# Margin comments on the self-consistent size-consistent dressing of CI

**1. Premises.** The orbitals are real orthonormal spin orbitals, $i,j,k,l$ occupied and $a,b,c,d$ empty in a Hartree–Fock determinant $\Phi_0$ with energy $E_0=H_{00}$. Brillouin's theorem then gives $H_{0I}=0$ for every single excitation. A double excitation operator is $D_J=a^\dagger_a a^\dagger_b a_j a_i$ with $i<j$, $a<b$, and $\Phi_J=D_J\Phi_0$. The CI space $S$ is a set of determinants containing $\Phi_0$. With intermediate normalisation, $c_0=1$, row 0 of the eigenvalue problem gives
$$E_{\rm corr}=E-E_0=\sum_{J}\epsilon_J,\qquad \epsilon_J=c_JH_{0J}.\tag{1}$$
Here and below $J$ runs over the doubles in $S$; doubles outside $S$ are given $c_J=0$. The method, written (SC)$^2$-CI, is due to Daudey, Heully and Malrieu (1993).

**2. Where the defect sits.** In full CI the row of a determinant $I\in S$, $I\neq0$, is
$$(H_{II}-E_0-E_{\rm corr})c_I+\sum_{K\in S,\,K\ne I}H_{IK}c_K+\sum_{\alpha\notin S}H_{I\alpha}c_\alpha=0.\tag{2}$$
Truncated CI deletes the last sum and keeps $-E_{\rm corr}c_I$. That product is unlinked: it contains the closed factor $E_{\rm corr}$, which includes pairs arbitrarily far from the orbitals excited in $I$. In full CI the outer sum removes those distant contributions, so a cure has to restore that part of it.

**3. The matrix element does not depend on $I$.** Take $\Phi_\alpha=D_J\Phi_I\neq0$, which also fixes the sign of $\Phi_\alpha$. The two determinants differ in two spin orbitals, so only the two-electron operator $\tfrac14\sum\langle pq\|rs\rangle a^\dagger_pa^\dagger_qa_sa_r$ connects them, through the four equal terms with $\{p,q\}=\{i,j\}$ and $\{r,s\}=\{a,b\}$. Since
$$a^\dagger_ia^\dagger_ja_ba_a\;a^\dagger_aa^\dagger_ba_ja_i=n_in_j(1-n_a)(1-n_b),$$
which equals 1 on $\Phi_I$ whenever $D_J\Phi_I\ne0$,
$$\langle\Phi_I|H|D_J\Phi_I\rangle=\langle ij\|ab\rangle=H_{0J}.\tag{3}$$
No approximation has entered yet. Different $J$ give different $\alpha$, so nothing is counted twice within a row.

**4. The approximation, and what it drops.** In row $I$, set $c_\alpha=c_Ic_J$ for each outer determinant of the form $D_J\Phi_I$, and discard all other outer determinants. The exponential ansatz shows what is kept. For a double $I$, the quadruple $\alpha$ has in $\tfrac12T_2^2\Phi_0$ one signed product for each way of splitting its four holes and four particles into two doubles: $\binom42\binom42/2=18$ products. One is $c_Ic_J$. In each of the other 17, both factors carry an index of $J$, because a factor free of the indices of $J$ must be $I$ itself. Both factors are then tied to the integral $\langle ij\|ab\rangle$, and the term is linked. For a single $I$ the triple $D_J\Phi_I$ has 9 single-times-double products, and the same argument leaves one unlinked. Triples reached from a double $I$ by a further single excitation have an $I$-independent matrix element that vanishes by Brillouin's theorem, and the remainder involves the holes and particles of $I$. For singles and doubles, then, the retained product is the only one that can be unlinked.

**5. The dressing.** The outer sum becomes $\delta_Ic_I$, a shift of the diagonal element:
$$\tilde H_{II}=H_{II}+\delta_I,\qquad \delta_I=\sum_{J:\;D_J\Phi_I\neq0,\;D_J\Phi_I\notin S}\epsilon_J.\tag{4}$$
Each $J$ falls in exactly one of three classes. Either $D_J\Phi_I=0$ (exclusion-principle violating), or $D_J\Phi_I\in S$ up to sign (redundant, since row $I$ already holds that coupling explicitly), or it leads outside. Calling the first two partial sums of $\epsilon_J$ $\mathrm{EPV}_I$ and $R_I$, eq. (1) gives
$$\delta_I=E_{\rm corr}-\mathrm{EPV}_I-R_I.\tag{5}$$
For $I=0$ every $D_J\Phi_0$ lies in $S$, so $R_0=E_{\rm corr}$ and $\delta_0=0$. Row 0 is undressed and eq. (1) remains the energy expression. In singles-and-doubles CI (SDCI), $R_I=0$ for all $I\ne0$, since $D_J\Phi_I$ is at least a triple. Inserting (5) into (2),
$$(H_{II}-E_0-\mathrm{EPV}_I-R_I)\,c_I+\sum_{K\in S,\,K\neq I}H_{IK}c_K=0 .\tag{6}$$
$E_{\rm corr}$ has cancelled identically. What is left in SDCI, $-\mathrm{EPV}_Ic_I$, involves only doubles sharing an index with $I$, so it is linked. In doubles-only coupled cluster it is the part of the connected quadratic term that is proportional to $c_I$, the rest being the 17 products of comment 4. Setting $\mathrm{EPV}_I=0$ gives the linear scheme CEPA(0). Because $\delta_I$ depends on the $c_J$, one diagonalises $\tilde H$, rebuilds $\delta_I$ and repeats. $\tilde H$ is symmetric, but it is built for one root, and its eigenvalue is not an upper bound to the full CI energy.

**6. EPV by inclusion–exclusion.** $D_J\Phi_I=0$ exactly when $D_J$ empties a hole of $I$ or fills a particle of $I$, that is, when the four indices of $J$ meet the set $X_I$ of holes and particles of $I$. Let $x_p=1$ if $J$ contains index $p$ and 0 otherwise. The indicator of the EPV class is $1-\prod_{p\in X_I}(1-x_p)$. Expanding the product, multiplying by $\epsilon_J$ and summing over $J$,
$$\mathrm{EPV}_I=\sum_{\emptyset\neq T\subseteq X_I}(-1)^{|T|+1}e(T),\qquad e(T)=\sum_{J\supseteq T}\epsilon_J.\tag{7}$$
A double has two holes and two particles, so $e(T)=0$ if $T$ has more than two of either, and the series stops at $|T|=4$. For a single $k\to c$,
$$\mathrm{EPV}=e_1(k)+e_1(c)-e_2(kc).$$
For a double $kl\to cd$,
$$\begin{aligned}\mathrm{EPV}={}&e_1(k)+e_1(l)+e_1(c)+e_1(d)\\&-e_2(kl)-e_2(cd)-e_2(kc)-e_2(kd)-e_2(lc)-e_2(ld)\\&+e_3(klc)+e_3(kld)+e_3(kcd)+e_3(lcd)-\epsilon_{kl}^{cd}.\end{aligned}\tag{8}$$
Only the one-, two- and three-index arrays need storing; with $o$ occupied and $v$ empty spin orbitals the largest scale as $o^2v$ and $ov^2$. They are filled in one pass over the doubles. The four-index term needs no array, being $c_IH_{0I}$ itself, but it cannot be left out: $J=I$ is counted $4-6+4=2$ times by the arrays, and the last term brings this to 1. For triples and quadruples in $S$ the four-index term is the sum of $\epsilon_J$ over all doubles whose indices lie in $X_I$.

**7. Separability.** Let neutral fragments A and B be infinitely far apart, every orbital localised on one of them, so that $H=H_A+H_B$, $\Phi_0=\Phi_0^A\Phi_0^B$, and each term conserves the electron number of its fragment. The SDCI space holds four kinds of excited determinant: excited on A only, on B only, a single on A times a single on B, and charge transfer. Charge-transfer determinants are decoupled by number conservation. A product of singles couples to the first two kinds and to $\Phi_0$ only through $\langle\text{single}|H_X|\Phi_0^X\rangle=0$. Both blocks obey homogeneous equations and take $c=0$; their $H_{0J}$ vanish as well. An A-only and a B-only determinant have a zero matrix element, since each term of $H$ leaves one fragment in two orthogonal states. For $I$ on A, $H_{IK}-E_0\delta_{IK}$ equals its monomer value, and $\mathrm{EPV}_I$ receives contributions only from doubles sharing an index with $I$, which lie on A. Equation (6) for $I$ on A is therefore the equation of isolated A. The monomer coefficients solve the supersystem equations, and (1) gives
$$E_{\rm corr}^{AB}=E_{\rm corr}^A+E_{\rm corr}^B.$$
Equivalently $\delta_I=\delta_I^A+E^B_{\rm corr}$. In a two-electron fragment every $D_J$ empties both occupied spin orbitals, so $D_J\Phi_I=0$ for all $I\neq0$ and $\delta_I^A=0$; SDCI is full CI there. Dressed SDCI of separated H$_2$ molecules in localised orbitals thus gives the full CI energy in any basis.

**8. Range of validity.**

- *Spaces.* The proof of comment 7 covers SDCI and any selection whose coupled determinants are excited on one fragment only. It also covers a full product space $S_A\otimes S_B$: there $\delta_{I_AK_B}=\delta^A_I+\delta^B_K$, $\tilde H$ is a sum of dressed monomer operators, and the eigenvector is a product. It does not cover arbitrary spaces with composite determinants. In CI through quadruples, the row of $D_AD_B$ lacks the quintuples (triple on A times $D_B$), which are not of the form $D_J\Phi_I$, while the monomer row of $D_A$ contains the triples. The product of monomer coefficients then fails to solve the row, $-R_Ic_I$ no longer cancels its explicit counterpart exactly, and additivity is not guaranteed.
- *Orbitals.* The classes of comment 5 are defined by spin-orbital labels, so the energy changes under rotations among occupied or among empty orbitals. Additivity needs localised orbitals.
- *Reference.* One determinant must dominate, since (4) uses $c_J/c_0$, and it must satisfy Brillouin's theorem; otherwise single excitations need the same dressing.
- *Order.* For SDCI the dressing first acts on the energy at fourth order of Møller–Plesset theory, the order at which the dropped linked triples and quadruples also start. These vanish in the localised example below and not in general.

**9. Two H$_2$ molecules in a minimal basis.** Each molecule has orbitals $g$ and $u$. As given inputs take the approximate STO-3G values at $1.4\,a_0$, in hartree, treated as exact parameters of the model: $\varepsilon_g=-0.5782$, $\varepsilon_u=0.6703$, $J_{gg}=0.6746$, $J_{gu}=0.6636$, $J_{uu}=0.6975$, $K=K_{gu}=0.1813$. Singles drop out by inversion symmetry. The one double $g\bar g\to u\bar u$ couples to $\Phi_0$ by $K$ and lies above it by
$$2\Delta=2(\varepsilon_u-\varepsilon_g)+J_{gg}+J_{uu}-4J_{gu}+2K=1.5773,\qquad\Delta=0.78865.$$
The monomer $2\times2$ problem gives $\epsilon=\Delta-\sqrt{\Delta^2+K^2}=-20.571$ m$E_h$ and $c=\epsilon/K=-0.1135$. Full CI for the pair is the product state, with energy $2\epsilon=-41.142$ m$E_h$ and quadruple coefficient $c^2=0.01287$.

In the doubles space $\Phi_0$ couples to $\Phi_A+\Phi_B$ only. With a common shift $\delta$ on the determinants that make up this combination, and $E$ denoting the pair's correlation energy, $E=-2K^2/(2\Delta+\delta-E)$. Writing $\delta=fE$ gives $(1-f)E^2-2\Delta E-2K^2=0$, whose negative root is
$$E(f)=\frac{\Delta-\sqrt{\Delta^2+2(1-f)K^2}}{1-f},\qquad E(f\to1)=-\frac{K^2}{\Delta}.\tag{9}$$

*Localised orbitals.* The doubles are $\Phi_A$ and $\Phi_B$ with $\epsilon_A=\epsilon_B=E/2$. Equation (8) gives $\mathrm{EPV}_A=(4-6+4-1)\epsilon_A=E/2$, so $f=1/2$, and (9) yields $2(\Delta-\sqrt{\Delta^2+K^2})=2\epsilon$, the full CI value. The reason is visible: $D_B\Phi_A$ is the only quadruple and $c_Ac_B$ is its only nonzero product. Iterating from the undressed vector, $E_{n+1}=x_n-\sqrt{x_n^2+2K^2}$ with $x_n=\Delta+E_n/4$, gives $-40.632$, $-41.135$, $-41.142$ m$E_h$. The contraction factor at the fixed point is $\tfrac14\bigl(1-x/\sqrt{x^2+2K^2}\bigr)=0.0126$.

*Delocalised orbitals.* Take $g_\pm=(g_A\pm g_B)/\sqrt2$ and $u_\pm$ likewise. The double $g_s\bar g_t\to u_v\bar u_w$, with signs $s,t,v,w$, couples to $\Phi_0$ by $\tfrac K4(1+stvw)$; the same-spin doubles have $K/2-K/2=0$. So 8 determinants couple by $K/2$. $\Phi_A+\Phi_B$ is half their sum, and each carries $\epsilon_J=E/8$. In units of $E/8$, each $e_1$ is 4, each $e_2$ is 2, and each $e_3$ and the four-index term are 1, so $\mathrm{EPV}=16-12+4-1=7$ and $f=1/8$. Only the double with all four signs reversed survives. The shift is common to all 8, so (9) applies. The quadruple now has four equal products $(c/2)^2$ of which the dressing keeps one: the dropped linked terms are three times the retained term. In either orbital set, omitting the four-index term would make $\mathrm{EPV}=E$ and remove the dressing altogether.

| scheme | $f$ | $\delta$ / m$E_h$ | $E$ / m$E_h$ | error against full CI / m$E_h$ |
|---|---|---|---|---|
| doubles CI | 0 | 0 | $-40.632$ | $+0.510$ |
| dressed, delocalised | 1/8 | $-5.095$ | $-40.757$ | $+0.385$ |
| dressed, localised | 1/2 | $-20.571$ | $-41.142$ | 0 |
| CEPA(0) | 1 | $-41.678$ | $-41.678$ | $-0.537$ |

The localised dressing removes the whole 0.510 m$E_h$ size-consistency error, the delocalised one only 0.125 m$E_h$ of it, and dropping the EPV terms overshoots by about as much as doubles CI falls short. These energies are the model's. The correlation energy of one H$_2$ molecule near equilibrium is typically about $-41$ m$E_h$ at the basis-set limit, so the minimal basis, with $-20.571$ m$E_h$ per molecule, holds only about half of it; the dressing recovers full CI within the basis and does nothing about that deficit.